# What sets the cost of a damped response calculation on Na$_{20}$?

*Seminar talk, written out with questions from the audience*

We want the absorption of Na$_{20}$ in the plasmon region from a damped linear-response equation, with damping $\gamma = 0.12$ eV. Suppose one thing is changed: the damping, the tolerance, the frequency, the basis, the gap, the atom or the response approximation. Does the iteration count rise or fall, and by how much? I will argue each case first and compute it afterwards.

## The bound

Take $(H - s)x = b$ with $H$ Hermitian, its eigenvalues in $[\lambda_1,\lambda_2]$, and $s$ complex with $\mathrm{Im}\,s>0$. A minimal-residual Krylov method without preconditioner gives, after $k$ products with $H$, the residual $r_k = p(H)r_0$. Here $p$ is the best polynomial of degree at most $k$ with $p(s)=1$. For any such trial polynomial, $\|r_k\|/\|r_0\|\le\max|p|$ over the interval, in the Euclidean norm.

Map the interval to $[-1,1]$ and write the image of $s$ as $\zeta=(w+1/w)/2$ with $|w|=R>1$. The Chebyshev polynomial $T_k$ sends $[-1,1]$ onto itself and sends $\zeta$ to $\tau=(w^k+w^{-k})/2$. With $u^2=w^k$ we have $\tau\mp1=(u\mp1/u)^2/2$, and therefore $|\tau-1|+|\tau+1|=R^k+R^{-k}$.

Choose $p$ linear in $t=T_k$, that is $p=p_-(1-t)/2+p_+(1+t)/2$. Give $p_\pm$ the common modulus $m$ and the phases that make both terms positive at $t=\tau$. Normalisation requires $m\,(R^k+R^{-k})/2=1$. On $[-1,1]$, $p$ is a convex combination of $p_-$ and $p_+$, so $|p|\le m$. This gives

$$\frac{\|r_k\|}{\|r_0\|}\le\frac{2}{R^k+R^{-k}}=\frac{1}{\cosh k\eta},\qquad \cosh\eta=\frac{|\lambda_1-s|+|\lambda_2-s|}{\lambda_2-\lambda_1},\qquad \eta=\ln R .$$

The second relation is the case $k=1$ of the identity for $\tau$. The bound is Freund's (1990). A reduction by $\epsilon$ is guaranteed once $k\ge\operatorname{arcosh}(1/\epsilon)/\eta\approx\Lambda/\eta$, with $\Lambda=\ln(2/\epsilon)$.

Let $s=\sigma+i\mu$ with $\sigma$ inside the interval and $\mu$ small against the distance to both edges. Expanding the two moduli to order $\mu^2$ gives

$$\eta\approx\frac{\mu}{\sqrt{(\sigma-\lambda_1)(\lambda_2-\sigma)}} .$$

For $s=\omega+i\gamma$ at mid-spectrum, with half-width $W$ and $g=\gamma/W$, one has exactly $R=g+\sqrt{1+g^2}$, so $k\approx(W/\gamma)\Lambda$.

**Question: Is this only a loose upper limit?**

As a statement about the whole interval it is tight. The function $p\big((w+1/w)/2\big)/w^k$ is analytic outside the unit circle, infinity included. The maximum principle then gives $1=|p(s)|\le R^k\max|p|$, which is Bernstein's inequality. The best possible maximum lies between $R^{-k}$ and $2R^{-k}$. At $\epsilon=10^{-4}$ the two limits differ in $k$ by $\ln2/\Lambda$, or 7 per cent. A particular matrix and right-hand side can do better, and I return to that.

## Which matrix is Hermitian for the cluster?

Let $z=\omega+i\gamma$. For a closed shell with real orbitals and a semilocal functional, the response equations are $(A-z)X+BY=d$ and $BX+(A+z)Y=d$. Here $A=D+\mathcal K$ and $B=\mathcal K$, $D$ is the diagonal matrix of orbital energy differences, $\mathcal K$ the singlet coupling and $d$ the dipole vector. With $P=X+Y$ and $Q=X-Y$, the sum and difference read $(D+2\mathcal K)P-zQ=2d$ and $DQ=zP$. Eliminating $Q$ and setting $P=D^{1/2}x$ yields Casida's form

$$(\Omega-z^2)\,x=2D^{1/2}d,\qquad \Omega=D^{1/2}(D+2\mathcal K)D^{1/2}.$$

$\Omega$ is real symmetric, and its eigenvalues are squared excitation energies in $[E_1^2,E_2^2]$. The bound applies with $s=z^2$, so $\mu=2\omega\gamma$ and $\sigma=\omega^2-\gamma^2\approx\omega^2$. The count becomes

$$k\approx\frac{E_2}{2\gamma}\,\Lambda\,f_1f_2,\qquad f_1=\sqrt{1-\frac{E_1^2}{\omega^2}},\qquad f_2=\sqrt{1-\frac{\omega^2}{E_2^2}} .$$

The prefactor is the mid-spectrum rule in disguise. The unsquared problem has eigenvalues $\pm E$ in $[-E_2,E_2]$, the plasmon lies near the middle, and one power of $\Omega$ counts as two powers of $E$.

The reference inputs are these. The frequency $\omega=2.6$ eV is chosen at a typical plasmon position for Na$_{20}$. The edges $E_1=1.0$ eV and $E_2=30$ eV are assumed, the upper one standing for a modest valence-only basis. The tolerance is $\epsilon=10^{-4}$, so $\Lambda=9.90$. All counts below are the model's.

The mid-spectrum rule gives $E_2/\gamma=250$, hence 2476 powers of $E$ or 1238 products with $\Omega$. The factors $f_1=0.923$ and $f_2=0.996$ reduce this to 1138. For the unexpanded bound, $z^2=6.7456+0.624\,i$ eV$^2$. The distances to the edges are 5.7794 and 893.2546 eV$^2$, and the width is 899 eV$^2$. Then $\cosh\eta=1.0000378$, $\eta=0.00870$, and the first integer that meets the tolerance is $k_0=1139$.

## Reasoning before computing

**Halve the damping.** The polynomial equals one at $s$ and must be small on the axis just below. At half the height it must vary twice as fast, which takes twice the degree. Expect a factor 2.

**Tighten the tolerance to $10^{-6}$.** Only $\Lambda$ changes. Each decade adds $\ln10/\eta=265$ iterations, so two decades add a little under one half.

**Move to $\omega=2.0$ eV.** Chebyshev zeros crowd toward the edges, so resolution is cheaper near $E_1$. The count falls, weakly: $f_1$ goes to 0.866 and the ratio of $f_1f_2$ is 0.94. The product $f_1f_2$ peaks at $\omega=\sqrt{E_1E_2}=5.48$ eV, where it equals $1-E_1/E_2$. There $k\approx(W/\gamma)\Lambda$ with $W=(E_2-E_1)/2=14.5$ eV, which is 1197, only 5 per cent above the plasmon value.

**Unfreeze the Na 2p shell.** These levels lie roughly 30 eV below the valence band, so the highest pair energy moves to about $E_2=60$ eV. Those excitations are far from the plasmon, but the polynomial must stay small over them as well. Expect a factor just above 2, the excess coming from $f_2\to1$.

**Lower the first excitation to $E_1=0.5$ eV.** The interval grows beneath the plasmon and the count rises. Now $f_1=0.981$, a ratio of 1.06. Even $E_1\to0$ costs only $1/f_1$, or 8 per cent. Once $\omega$ is inside the spectrum, the damping controls convergence and the gap hardly matters.

**Replace Na by K.** Take approximate Wigner–Seitz radii of 2.08 Å and 2.57 Å, a ratio of 0.809. In a jellium scaling at fixed electron number the plasmon goes as $r_s^{-3/2}$ and the level spacings go as $r_s^{-2}$. The model then has $\omega=1.89$ eV and $E_1=0.655$ eV. The ratio $E_1/\omega$ falls from 0.385 to 0.347, and $f_1$ rises to 0.938. At fixed $E_2$ and $\gamma$ the count goes up by a factor 1.02, although the frequency went down. In this model the atom acts mainly through the $E_2$ that its basis brings.

**Make the Tamm–Dancoff approximation.** Setting $B=0$ leaves $(A-z)X=d$, so $s=z$ and $\eta\approx\gamma/\sqrt{(\omega-E_1)(E_2-\omega)}$. I assume the same edges. The negative branch is gone and $\omega$ now sits near the lower edge, so the count drops. The ratio is $2\omega/\sqrt{(\omega+E_1)(E_2+\omega)}=0.48$. A product with $A$ and a product with $\Omega$ each need one application of $\mathcal K$, so this is also the ratio of costs.

## The calculation

The estimate is the small-damping formula rounded to an integer. The bound is the first integer $k$ with $1/\cosh k\eta\le\epsilon$, using the unexpanded $\eta$.

| Change | Estimate | Bound $k$ | $k/k_0$ |
|---|---|---|---|
| none | 1138 | 1139 | 1 |
| $\gamma=0.06$ eV | 2277 | 2277 | 2.00 |
| $\epsilon=10^{-6}$ | 1668 | 1669 | 1.47 |
| $\omega=2.0$ eV | 1070 | 1071 | 0.94 |
| $E_2=60$ eV | 2283 | 2284 | 2.01 |
| $E_1=0.5$ eV | 1210 | 1211 | 1.06 |
| K$_{20}$ scaling | 1159 | 1160 | 1.02 |
| Tamm–Dancoff | 546 | 547 | 0.48 |

Every sign and size follows the reasoning. The four digits only show that the expansion in $\gamma$ is harmless here. With assumed edges, the ratios carry the meaning.

**Question: So Tamm–Dancoff halves the bill?**

At fixed frequency it does, and it also reacts less to the basis: doubling $E_2$ multiplies its count by $\sqrt{57.4/27.4}=1.45$. But it moves the peak. For a single mode with energy difference $D$ and coupling $\kappa$, the full frequency is $\sqrt{D(D+2\kappa)}$ and the Tamm–Dancoff one is $D+\kappa$. These are the geometric and arithmetic means of $D$ and $D+2\kappa$, so the second lies higher. Take an illustrative $D=1.3$ eV and fix $\kappa=1.95$ eV so that the full frequency is 2.6 eV. The Tamm–Dancoff peak is then at 3.25 eV, where the estimate is 640 iterations. Part of the saving is lost, and the spectrum is a different one.

**Question: What does a concrete right-hand side do, as opposed to the worst case?**

One case can be solved exactly. The squared residual ratio is the minimum of $\int|p|^2\,d\nu$ with $p(s)=1$, where $\nu$ is the normalised weight of $r_0$ on the eigenvalues. Expanding $p$ in the orthonormal polynomials $\phi_j$ of $\nu$ and using the Cauchy–Schwarz inequality gives $1/\sum_{j\le k}|\phi_j(s)|^2$. Let $\nu$ have density proportional to $(1-\xi^2)^{-1/2}$ in the scaled variable $\xi$. Then $\phi_0=1$ and $\phi_j=\sqrt2\,T_j$. With $w=e^{\eta+i\theta}$ we have $2|T_j(\zeta)|^2=\cosh2j\eta+\cos2j\theta$, and the sums give

$$\frac{\|r_0\|^2}{\|r_k\|^2}=\frac{\sinh(2k+1)\eta}{2\sinh\eta}+\frac{\sin(2k+1)\theta}{2\sin\theta}.$$

The second term is negligible against $\epsilon^{-2}=10^8$. The tolerance is met at $k=866$, which is 24 per cent below the bound. At $\gamma=0.06$ eV it is met at 1652, a ratio of 1.91 in place of 2.00. The exponential rate $\eta$ is the same, while the prefactor is about $2\sqrt\eta$ in place of 2. That shift is larger than the effects of frequency, gap and atom in the table. Those small ratios are therefore trends of the rate, and a change that also reshapes $\nu$ can mask them. A dipole vector puts much weight near the plasmon, right below $s$, which tends to push the count back toward the bound.

**Question: The matrix is finite. Does the count really diverge as $\gamma\to0$?**

No. Assume 13 basis functions per atom, 260 in all. With 10 occupied orbitals and 250 virtual ones there are 2500 pairs. In exact arithmetic the method ends after at most as many steps as $r_0$ touches distinct eigenvalues, so at 2500 or earlier, and symmetry lowers that number. The rows with 2277 and 2284 need care. For halved damping the bound is close to the dimension, and the discreteness of the spectrum can make the true growth weaker than a factor 2. For the 2p case the number of pairs grows too, so the ceiling recedes. Isolated eigenvalues at the top also cost less than a filled interval, since each can be removed by one zero of $p$. In floating point, short recurrences lose orthogonality, which delays convergence.

**Question: Should the tolerance change with the damping?**

It should if the solution vector is what you control. Since $x-x_k=(\Omega-z^2)^{-1}r_k$, we have $\|x-x_k\|\le\|r_k\|/(2\omega\gamma)$. Keeping that guarantee at half the damping requires half of $\epsilon$. This adds $\ln2/\Lambda$, again 7 per cent, on top of the doubling.

**Question: And a finite electronic temperature?**

At 300 K, $k_BT=0.026$ eV is far below the assumed $E_1$, and the occupations stay practically integer. Stronger smearing opens low-energy transitions among partly filled levels and lowers $E_1$. Within the bound, the penalty is capped by the 8 per cent found for $E_1\to0$.

**Question: Production codes do not take a thousand iterations per frequency. What is missing?**

Two things. First, with $x_0=0$ the Krylov space of $\Omega-z^2$ does not depend on $z$, provided the right-hand side is the same. One real Lanczos chain serves every frequency, and its length is set by the hardest one, the model's 1197. Unpreconditioned Lanczos chains for optical spectra typically run from several hundred to a few thousand steps, so the model's count is of the usual order for that class of method.

Second, many damped solvers precondition with $(D^2-z^2)^{-1}$ or its unsquared analogue. At high pair energies $\Omega$ is usually dominated by $D^2$, so the preconditioner removes most of the dependence on $E_2$. Such solvers typically need some tens of iterations per frequency, so for them the model's 1139 is too high by one to two orders of magnitude. The preconditioned matrix is no longer a shifted Hermitian one, the bound does not cover it, and the sharing of one chain among frequencies is lost. For the unpreconditioned solver, the rate is governed by $\gamma/E_2$, the tolerance enters through its logarithm, and gap, frequency and alkali atom shift the model's count for the plasmon region by less than a tenth.